Optimal partition of the contacted gate pitch

1. The length budget and the premises

Along the direction of current flow a row of transistors repeats with the contacted gate pitch CPP. One period holds one gate of length Lg, two spacers of thickness Lsp and one source/drain contact of length Lc:

CPP = Lg + 2Lsp + Lc.   (1)

Each gate has a contact on both sides, but each contact lies between two gates, so a period contains one Lc. The pitch is set by the density target and Lg by electrostatic control of the channel. What remains is the budget

B = CPP − Lg = u + v,   with u = Lc and v = 2Lsp.   (2)

The variable v is the total spacer length per period. With it the constraint is symmetric: a nanometre given to u is a nanometre taken from v.

The derivation rests on five premises.

P1. The delay is proportional to τ = RC, where R is a sum of series resistances and C a sum of parallel capacitances. A constant prefactor, such as ln 2 for the time to half swing, does not move the minimum.
P2. CPP and Lg are fixed.
P3. Each contact is a metal-semiconductor interface of area W·Lc and specific resistivity ρc, and ρc does not depend on Lc. The neighbouring gates draw no current, so each of the two contacts serves this transistor with its full length.
P4. The gate faces the conductor on each side (contact metal and heavily doped source/drain) across a dielectric slab of permittivity ε = κε0, thickness Lsp and area H·W.
P5. All other resistance, R0, and all other capacitance, C0, are independent of how B is divided.

W is the width of the contact footprint, here taken equal to the sheet width. It is not the effective channel width of the stack. All material values refer to 300 K.

Predict: before any algebra, what does τ do as u → 0 and as u → B, and what follows for the interval between?

As u → 0 the contact area vanishes and R diverges. As u → B the spacer vanishes and C diverges. Between the two ends τ is finite and continuous, so it has at least one interior minimum.

2. Contact resistance

Let the semiconductor under the contact be a layer of sheet resistance Rsh, and let y run from the channel-side edge (y = 0) to the far edge (y = Lc). V(y) is the potential of the layer relative to the equipotential metal and I(y) is the current in the layer along +y. Ohm's law in the layer, and the loss of current through an interface strip of area W dy and resistance ρc/(W dy), give

dV/dy = −(Rsh/W) I,   dI/dy = −(W/ρc) V.   (3)

Differentiating the first equation and inserting the second gives d²V/dy² = V/LT², with the transfer length

LT = √(ρc/Rsh).   (4)

Predict: which boundary condition holds at y = Lc under P3?

No current leaves the far edge, so I(Lc) = 0 and hence dV/dy = 0 there. The solution with V(0) = V0 is V = V0 cosh((Lc − y)/LT)/cosh(Lc/LT). The first of (3) at y = 0 gives I(0) = (W V0/(Rsh LT)) tanh(Lc/LT). Since Rsh LT = ρc/LT by (4), one contact has the resistance

Rc = V0/I(0) = (ρc/(W LT)) coth x,   x = Lc/LT.   (5)

With coth x = 1/x + x/3 + O(x³),

Rc = ρc/(W Lc) + Rsh Lc/(3W) + …   (6)

The first term is uniform injection through the whole area. The second is smaller by the factor x²/3. For x² ≪ 3 we keep the first term, and the two contacts in series give

R = R0 + 2ρc/(W Lc) = R0 (1 + a/u),   a = 2ρc/(W R0).   (7)

The length a is the contact length at which the two contacts together equal R0. Section 7 returns to (5) to find how small x has to be.

3. Spacer capacitance

For Lsp small against H and W the field in the slab is uniform, of size ΔV/Lsp, and by Gauss's law the surface charge density is εΔV/Lsp. One face has capacitance εHW/Lsp. The source face and the drain face are in parallel as seen from the gate.

Predict: write the total in terms of v. What numerical factor appears?

Two faces give 2εHW/Lsp, and Lsp = v/2 doubles the factor:

C = C0 + 2εHW/Lsp = C0 (1 + b/v),   b = 4εHW/C0.   (8)

The length b is the total spacer length at which the spacer capacitance equals C0. The problem now contains three lengths only:

τ/(R0C0) = (1 + a/u)(1 + b/v),   u + v = B.   (9)

4. The stationarity condition

Since τ is positive and the logarithm is increasing, τ and ln τ = ln R + ln C have their minima at the same place. Define the contact fraction of the resistance and the spacer fraction of the capacitance,

fR = [2ρc/(W Lc)]/R = a/(u + a),   fC = [2εHW/Lsp]/C = b/(v + b).   (10)

Predict: express d ln R/du through fR and u alone.

From (7), dR/du = −R0 a/u², which is the contact term R0 a/u times −1/u. Division by R gives d ln R/du = −fR/u. The same step applied to (8) gives d ln C/dv = −fC/v. The constraint gives dv = −du, so

d ln τ/du = −fR/u + fC/v.   (11)

The first term is the fractional gain in R per nanometre of added contact, and the second is the fractional cost in C of taking that nanometre from the spacers. Setting (11) to zero and restoring the original symbols:

fR/fC = Lc/(2Lsp).   (12)

The factor 2 comes from the budget (1): thickening both spacers by dLsp costs 2dLsp of contact. Equation (11) also serves as a diagnostic for any layout. If fR/fC exceeds Lc/(2Lsp), the derivative is negative and the contact should be lengthened. If it is smaller, the spacers should be thickened.

Predict: does (12) say that the two fractions should be equal?

Only when the contact and the two spacers happen to share the budget equally. What is equalised is the fraction per unit length, fR/Lc = fC/(2Lsp). This common value has a meaning. With a Lagrange multiplier for (2), it equals −d ln τmin/dB, the fractional delay recovered per nanometre of extra pitch at fixed Lg.

The steps used nothing but logarithmic derivatives, so they generalise at once. If R depends on u alone and C on v alone, define the elasticities ηR = −d ln R/d ln u and ηC = −d ln C/d ln v. Then

ηR/ηC = Lc/(2Lsp),   (13)

and (12) is the case in which both variable terms are inverse first powers, so that each elasticity equals a fraction.

5. Closed form

Equation (12) is implicit, because fR and fC depend on u and v. Multiplying out (9) gives 1 + a/u + b/v + ab/(uv).

Predict: how can the constraint remove the cross term?

Because u + v = B, one has 1/(uv) = (u + v)/(B uv) = (1/u + 1/v)/B. The cross term splits, and collecting terms gives

τ/(R0C0) = 1 + p/(Bu) + q/(Bv),   p = a(B + b),   q = b(B + a).   (14)

The derivative with dv = −du is −p/(Bu²) + q/(Bv²). It vanishes where u/v = √(p/q), taking the positive root since both lengths are positive. With S = √p + √q and u + v = B,

u* = B√p/S,   v* = B√q/S.   (15)

Dividing p and q by (B + a)(B + b) puts the ratio in a form that is easy to remember:

Lc/(2Lsp) = √(FR/FC),   FR = a/(B + a),   FC = b/(B + b).   (16)

By (10), FR is the contact fraction that would hold if the contact had the whole budget, and FC is the spacer fraction if the spacers had it. Inserting (15) in (14) gives p/(Bu*) = S√p/B² and q/(Bv*) = S√q/B², whose sum is S²/B²:

τmin = R0C0 (1 + S²/B²).   (17)

Equations (11) and (14) differentiate the same function, so (15) is the solution of (12).

Predict the ratio (16) in three limits: a and b both much smaller than B; both much larger; and a load dominated by wiring, where C0 is large.

For small parasitics FR → a/B and FC → b/B, and the ratio tends to √(a/b). For dominant parasitics both F tend to 1, the delay goes as 1/(uv), and the budget is split equally. For large C0, b → 0 and the ratio grows as 1/√b: the spacers should be as thin as other limits allow.

6. The minimum is unique, and how flat it is

Displace the contact length to u = u* + δ, v = v* − δ. From (15), p/B = k u*² and q/B = k v*², with the same k = S²/B³. Polynomial division gives u*²/(u* + δ) = u* − δ + δ²/(u* + δ) and v*²/(v* − δ) = v* + δ + δ²/(v* − δ).

Predict: what happens to the terms linear in δ?

They cancel. The sum is B + δ²(1/u + 1/v) = B + δ²B/(uv). Multiplying by k and subtracting (17) gives an exact result:

(τ − τmin)/τmin = [(τmin − R0C0)/τmin] · δ²/(uv),   (18)

with u and v the displaced lengths. The right side is positive for every δ ≠ 0 inside the interval, so (15) is the only minimum and the global one. The bracket is the parasitic share of the delay at the optimum. A misplacement by a small fraction δ/B of the budget costs (δ/B)² times this share times B²/(uv). The last factor is 4 for an even split and grows without bound as the split becomes uneven, since B²/(uv) − 4 = (u − v)²/(uv).

Expression (14) is also convex in u, as a sum of positive multiples of 1/u and 1/(B − u). If a process limit such as a minimum spacer thickness or a minimum fillable contact excludes u*, the best allowed point is the boundary nearest to u*, and (12) does not hold there.

Predict: by how much does τmin respond to a small change of the spacer permittivity, once the layout is optimised again?

A small change of κ shifts u*, but τ is stationary in u, so the shift has no first-order effect. Only the explicit dependence remains, and since the spacer term is proportional to κ,

d ln τmin/d ln κ = fC,   and likewise d ln τmin/d ln ρc = fR.   (19)

7. Relaxing the premises

(a) Finite Lc/LT. The optimum depends on the slope of Rc. Differentiating (5):

−dRc/dLc = (ρc/(W LT²))/sinh²x = (ρc/(W Lc²)) (x/sinh x)².   (20)

The slope is that of the short-contact form times (x/sinh x)² ≈ 1 − x²/3. If fR denotes the full contact resistance (5), doubled, as a fraction of R, the elasticity is ηR = fR · 2x/sinh 2x, because −d ln coth x/d ln x = x/(sinh x cosh x).

Predict: is Lc < LT enough for (12)?

At x = 1 the slope factor is 0.72 and the elasticity factor is 0.55. Condition (12) needs Lc well below LT. Otherwise (13) with ηR as given replaces it, and the optimum moves to shorter contacts.

(b) Resistance under the spacers. The channel reaches the source and drain through extensions that pass under the spacers, and their length is Lsp on each side. This violates P5. With extension resistivity ρext and total cross-section Aext, R gains the term rv, r = ρext/Aext. Let fX = rv/R.

Predict the sign with which fX enters (11).

Lengthening the contact shortens the extensions, so dR/du gains −r, and −r/R = −fX/v. Then d ln τ/du = −fR/u − fX/v + fC/v, and

fR/(fC − fX) = Lc/(2Lsp),   (21)

with all resistance fractions now referred to the full R. The optimum moves to thinner spacers. It remains unique: multiplying out (1 + a/u + rv/R0)(1 + b/v) adds to (14) only a constant and a term linear in u, which leave it convex. Equation (21) has a solution only with fC > fX, and the divergence of C as v → 0 guarantees that such a region exists.

(c) Other terms in 1/Lc. In a stacked device the current runs down the source/drain epitaxy, of height t, resistivity ρsd and cross-section about W·Lc, and leaves sideways into the sheets. If it is drawn off uniformly, the current at depth y is I(1 − y/t), and the dissipation is I²(ρsd/(W Lc)) ∫(1 − y/t)² dy from 0 to t, which is I² ρsd t/(3W Lc). This has the form of the contact term, so ρc is replaced by ρc + ρsd t/3. The vertical resistance of the metal plug enters in the same way. Condition (12) survives if fR counts every term proportional to 1/Lc.

(d) Weights. A transistor in saturation is not a resistor. Take the linear law I = K(VDD − VT − I Rs) for a velocity-saturated device with source resistance Rs. Solving for I gives I = K(VDD − VT)/(1 + K Rs), so

VDD/I = VDD/(K(VDD − VT)) + Rs VDD/(VDD − VT).   (22)

The additive form of P1 holds, but the source contact carries the weight VDD/(VDD − VT) and the drain contact none, in place of 1 + 1. On the capacitance side, if the drain swings opposite to the gate during the transition, the voltage across the drain-side spacer changes by 2VDD and that face counts twice (Miller effect), which gives 3 faces in place of 2. If both neighbours of a contact conduct, as in a multi-finger device, symmetry puts the zero-current plane at mid-contact, each finger uses Lc/2 and a doubles. All of these rescale a or b. Equations (12) to (19) keep their form with the weighted fractions. The same holds for the mean of rising and falling delay in CMOS with a common partition, where R is the mean of the n and p values.

(e) A dielectric in series. A gate dielectric of thickness thk and permittivity κhk on the gate sidewall, counted inside Lg, adds the equivalent thickness s = thk κ/κhk. The spacer term becomes b/(v + 2s). With v' = v + 2s and B' = B + 2s the problem is again (9), so 2Lsp in (12) is replaced by 2(Lsp + s).

(f) Fringing. As an estimate, let field lines beyond an edge of the slab be semicircles of radius y about mid-gap, in a medium of permittivity ε', ending on coplanar faces of extent ℓ. The capacitance per unit edge length is ∫ε' dy/(πy) from Lsp/2 to Lsp/2 + ℓ, that is (ε'/π) ln(1 + 2ℓ/Lsp). Its contribution to −dC/d ln Lsp at fixed ℓ is (ε'/π)·2ℓ/(Lsp + 2ℓ), which is below ε'/π. For the top edge and two side edges, of total length W + 2H, the slope of C rises relative to the slab value by at most

φ = (ε'/ε)(Lsp/π)(W + 2H)/(HW).   (23)

The nearly constant remainder of the fringe term belongs to C0. The geometry is idealised, so φ indicates a size only.

(g) Another objective. Minimising RCⁿ, where n = 2 gives the energy-delay product at fixed VDD, multiplies the second term of (11) by n, so fR/(n fC) = Lc/(2Lsp), which favours thicker spacers.

8. Range of validity

Condition (12) and the closed forms (15) to (18) hold when CPP and Lg are fixed; when x²/3 ≪ 1; when the contact area scales with Lc, which excludes a contact wrapped around the sides or end faces of the epitaxy, whose area has a part independent of Lc; when ρc does not change with Lc; when Lsp is small against H and W, so that φ ≪ 1; when the inner spacers between the sheets and the outer spacer share one thickness and one dielectric; when fX ≪ fC, failing which (21) applies; when the spacer thickness does not alter the channel itself through dopant encroachment or underlap at fixed off-current; and when u* lies inside the range that alignment, gate-to-contact breakdown and metal fill permit. The weights of item (d) have to be chosen for the circuit in question.

9. Illustration: nanosheet at CPP = 45 nm, Si3N4 against SiOCN

All inputs are assumed, typical or approximate values, and none is a measurement. Geometry: Lg = 15 nm, so B = 30 nm; three sheets of width W = 30 nm and thickness 5 nm; epitaxy height t = 45 nm; gate facing height 70 nm less the 15 nm pierced by the sheets, so H = 55 nm. Electrical: ρc = 1.0×10⁻⁹ Ω·cm² = 1.0×10⁵ Ω·nm², R0 = 5.0 kΩ (which is 140 µA at VDD = 0.7 V), C0 = 150 aF, so R0C0 = 0.750 ps. Dielectrics: κ = 7.0 for Si3N4 and κ = 4.5 for SiOCN, whose value varies with composition; ε0 = 8.854×10⁻³ aF/nm. Intermediate values are carried unrounded. Three or four figures are printed so that the identities can be checked. The model supports fewer, as the end of the section shows.

The contact coefficient is 2ρc/W = 6667 Ω·nm, so a = 1.333 nm and FR = 0.0426. The spacer coefficient 4εHW is 409.1 aF·nm for Si3N4 and 263.0 aF·nm for SiOCN, so b = 2.727 nm and 1.753 nm, and FC = 0.0833 and 0.0552.

Predict: is the optimal contact longer or shorter than the two spacers together, and by what factor does Lc/(2Lsp) change on going to SiOCN?

FR is below FC in both cases, so by (16) the contact is the shorter part. Both a and b are small against B, so the ratio should rise by a little less than √(7.0/4.5) = 1.247.

quantity | Si3N4 | SiOCN
p (nm²) | 43.64 | 42.34
q (nm²) | 85.45 | 54.93
√p (nm) | 6.606 | 6.507
√q (nm) | 9.244 | 7.411
S (nm) | 15.85 | 13.92
Lc (nm) | 12.5 | 14.0
2Lsp (nm) | 17.5 | 16.0
Lsp (nm) | 8.75 | 7.99
contact resistance (Ω) | 533 | 475
spacer capacitance (aF) | 23.4 | 16.5
fR | 0.0964 | 0.0868
fC | 0.1348 | 0.0989
fR/fC = Lc/(2Lsp) | 0.715 | 0.878
τmin/(R0C0) | 1.279 | 1.215
τmin (ps) | 0.959 | 0.911

The ratio rises by the factor 1.229. The delay falls by 5.0 %. Equation (19) anticipates this: the mean fC of the two columns, 0.117, times ln(7.0/4.5) = 0.442 gives 0.052, and the logarithm of the ratio of the two delays is 0.051.

Predict: how much of the 5.0 % needs the new layout?

Keeping the Si3N4 partition and changing only the dielectric gives τ = 0.913 ps, a gain of 4.8 %. That point lies only 0.2 % above the SiOCN optimum. The flatness is that of (18). The parasitic share is 0.218 for Si3N4 and 0.177 for SiOCN, so near the optimum the multiplier of (δ/B)² is 0.90 and 0.71, and lengthening the Si3N4 contact by δ = 2 nm costs 0.4 %. A layout with Lsp = 6 nm and Lc = 18 nm lies 3.1 % above the optimum with Si3N4 and 1.3 % above it with SiOCN, and at that fixed layout the change of dielectric is worth 6.6 %.

Now the neglected terms, each applied alone to the Si3N4 case, where Lc was 12.5 nm.

Transfer length. With a typical ρsd = 0.3 mΩ·cm = 3.0×10³ Ω·nm spread over t = 45 nm, Rsh = 66.7 Ω, LT = 38.7 nm, x = 0.32 and the slope factor is 0.97. Minimising with (5) gives Lc = 12.4 nm. The layer model (3) assumes a layer thin against LT, which this epitaxy is not. A pessimistic variant confines the lateral current to a depth of 12.5 nm, which gives LT = 20.4 nm, x = 0.61, a slope factor of 0.88 and Lc = 12.0 nm.

Vertical path. ρsd t/3 = 4.5×10⁴ Ω·nm², which is 45 % of ρc. Then a = 1.933 nm and Lc = 13.8 nm.

Weights. With VT = 0.2 V the source weight in (22) is 1.4 in place of 2, a is multiplied by 0.7, and Lc = 11.3 nm. Three capacitor faces in place of two give b = 4.091 nm and Lc = 11.2 nm.

Sidewall dielectric. With thk = 2.0 nm and κhk = 20, s = 0.70 nm, B' = 31.4 nm and Lc = 13.1 nm.

Fringing. With an oxide surround, κ' = 3.9, (23) gives φ = 0.13 for Si3N4 and 0.19 for SiOCN. Adding to C a logarithmic term with this slope, set to zero at the original optimum, gives Lc = 12.0 nm.

Extension. Take a typical ρext = 1.0 mΩ·cm = 1.0×10⁴ Ω·nm and Aext = 3 × 30 × 5 = 450 nm², so r = 22.2 Ω/nm, added to the same R0. At the uncorrected spacer length this is 389 Ω, against 533 Ω for the contacts, so it rivals the effect under study.

Predict: for which dielectric does the optimum shift more?

For SiOCN, because the same order of fX is subtracted in (21) from a smaller fC. Solving (21) numerically:

quantity | Si3N4 | SiOCN
Lc (nm) | 14.3 | 16.3
2Lsp (nm) | 15.7 | 13.7
fR | 0.080 | 0.072
fX | 0.060 | 0.053
fC | 0.148 | 0.113
fR/(fC − fX) = Lc/(2Lsp) | 0.911 | 1.190
τmin (ps) | 1.024 | 0.967

The contact grows by 1.8 nm for Si3N4 and by 2.3 nm for SiOCN, the SiOCN contact now takes more than half of the budget, and the gain from the change of dielectric becomes 5.6 %.

Each correction can be applied in the same way to SiOCN, where three faces give b = 2.630 nm, the sidewall dielectric gives s = 0.45 nm, and the fringe term is set to zero at the same spacer length as for Si3N4. The effect of replacing Si3N4 by SiOCN is then:

correction | increase of Lc (nm) | fall of τmin (%)
none | 1.5 | 5.0
transfer length, LT = 38.7 nm | 1.5 | 5.0
transfer length, LT = 20.4 nm | 1.4 | 4.9
vertical path | 1.5 | 5.4
source weight | 1.5 | 4.7
three faces | 1.4 | 6.6
sidewall dielectric | 1.4 | 4.5
fringing | 1.3 | 4.8
extension | 2.0 | 5.6

Taken one at a time, the corrections spread the Si3N4 optimum from 11.2 to 14.3 nm, so for these inputs Lc is fixed to within one or two nanometres and no better. By (18) a misplacement of 2 nm costs about 0.4 % in delay. The statements that survive are that replacing Si3N4 by SiOCN moves 1.3 to 1.5 nm (without extension resistance) or 2.0 nm (with it) from the spacers to the contact, and that it lowers the optimised RC product by 4.5 to 6.6 %, nearly all of it through the permittivity itself.